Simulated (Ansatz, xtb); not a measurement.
# C2H5F3Ge: which of two isomers lies lower

We compare X, `C[CH2][Ge]([F])([F])[F]`, a singlet, with Y, `[CH3][Ge]([F])([F])[CH2]F`, a singlet. Both are isolated molecules in the gas phase, relaxed with PBE0-D3(BJ)/def2-SVP; the shapes shown needn't be the lowest conformers.

X (Å):

```csv
atom,x (Å),y (Å),z (Å)
C,-1.7549,-0.8418,0.4294
C,-1.3235,0.6076,0.2323
F,-0.4165,0.1872,-2.6330
F,0.5808,2.3976,-1.3578
F,1.4806,-0.1018,-0.6896
Ge,0.0586,0.7815,-1.0892
H,-0.9162,-1.4700,0.7640
H,-2.5473,-0.9089,1.1895
H,-2.1471,-1.2757,-0.5022
H,-0.9284,1.0521,1.1594
H,-2.1568,1.2463,-0.1009
```

Y (Å):

| atom | x (Å) | y (Å) | z (Å) |
| --- | --- | --- | --- |
| C | 1.9980 | 1.5436 | -1.2719 |
| C | -0.3384 | -0.3644 | 0.1087 |
| F | 2.2160 | 0.3068 | 1.4609 |
| F | 0.4251 | 2.3398 | 1.1384 |
| F | -0.9232 | -0.1964 | -1.1252 |
| Ge | 1.0860 | 0.9615 | 0.3144 |
| H | 2.7191 | 0.7769 | -1.5884 |
| H | 2.5300 | 2.4832 | -1.0701 |
| H | 1.2653 | 1.7018 | -2.0756 |
| H | -1.0928 | -0.2314 | 0.9016 |
| H | 0.0775 | -1.3827 | 0.1897 |

Task: Estimate E(Y) − E(X) at the level CCSD(T)/def2-SVP + ΔMP2/def2-TZVPP.

Result: Calculated at CCSD(T)/def2-SVP + ΔMP2/def2-TZVPP: E(Y) − E(X) = +1.484 eV, so structure X lies lower.

How the difference moves with the method:

```tsv
level	geometry	E(Y) − E(X) (eV)	departure from the last row (eV)	job, with rough time for the two
GFN2-xTB	GFN2-xTB	+1.279	−0.206	optimisation, 2 s
HF/STO-3G	GFN2-xTB	+0.622	−0.863	single point, 3.4 s
r2SCAN-D4/def2-SVP	GFN2-xTB	+1.437	−0.047	single point, 14 s
PBE0-D3(BJ)/def2-SVP	PBE0-D3(BJ)/def2-SVP	+1.349	−0.136	optimisation, 4.5 min
HF/def2-SVP	PBE0-D3(BJ)/def2-SVP	+1.414	−0.070	part of the CCSD(T) run
MP2/def2-SVP	PBE0-D3(BJ)/def2-SVP	+1.647	+0.163	part of the CCSD(T) run
CCSD(T)/def2-SVP	PBE0-D3(BJ)/def2-SVP	+1.550	+0.066	single point
CCSD(T)/def2-SVP + ΔMP2/def2-TZVPP	PBE0-D3(BJ)/def2-SVP	+1.484		single point, 4.9 min
```

As drawn, Y has 1 C–Ge, 1 C–F in place of 1 C–C, 1 F–Ge.

The levels shown agree on the order. The largest departure from CCSD(T)/def2-SVP + ΔMP2/def2-TZVPP is that of HF/STO-3G, 0.863 eV. The last row adds to CCSD(T) the change of the MP2 difference between the two basis sets, here −0.066 eV.

With thermal terms from frequencies at re-optimised GFN2-xTB minima (ideal gas, soft modes damped towards free rotors, one conformer each, 298.15 K, 1 atm): the zero-point term adds −0.061 eV; ΔH is +1.434 and ΔG +1.403 eV.

The correlated steps freeze 14 core orbitals; the filled d shell of Ge is correlated, in a basis made for valence electrons. Codes used: Ansatz 0.2.0, xtb 6.7.1; the last row on 2 threads of AMD EPYC (Zen 3) on a shared host.

Ethyltrifluorogermane (X) lies well below its fluoromethyl isomer Y, and the gap of +1.484 eV is far larger than the thermal corrections, which leave ΔG at +1.403 eV. Going from X to Y exchanges a C–C and a Ge–F bond for a Ge–C and a C–F bond, and both parts of this exchange probably favour X. Fluorine binds more strongly to the more electropositive germanium, where the bond gains more ionic character, while carbon bonds better to carbon than to germanium, whose larger, more diffuse valence orbitals overlap less well. The total difference doesn't separate these two contributions.

Hartree–Fock in the def2-SVP basis already gives most of the preference, which suggests that it stems mainly from bond polarity and orbital overlap rather than from correlation. The much smaller gap with STO-3G probably reflects a minimal basis too rigid to describe the polar bonds to fluorine. The energy ordering doesn't show that Y would rearrange readily, since that depends on the barrier for breaking and remaking these bonds.
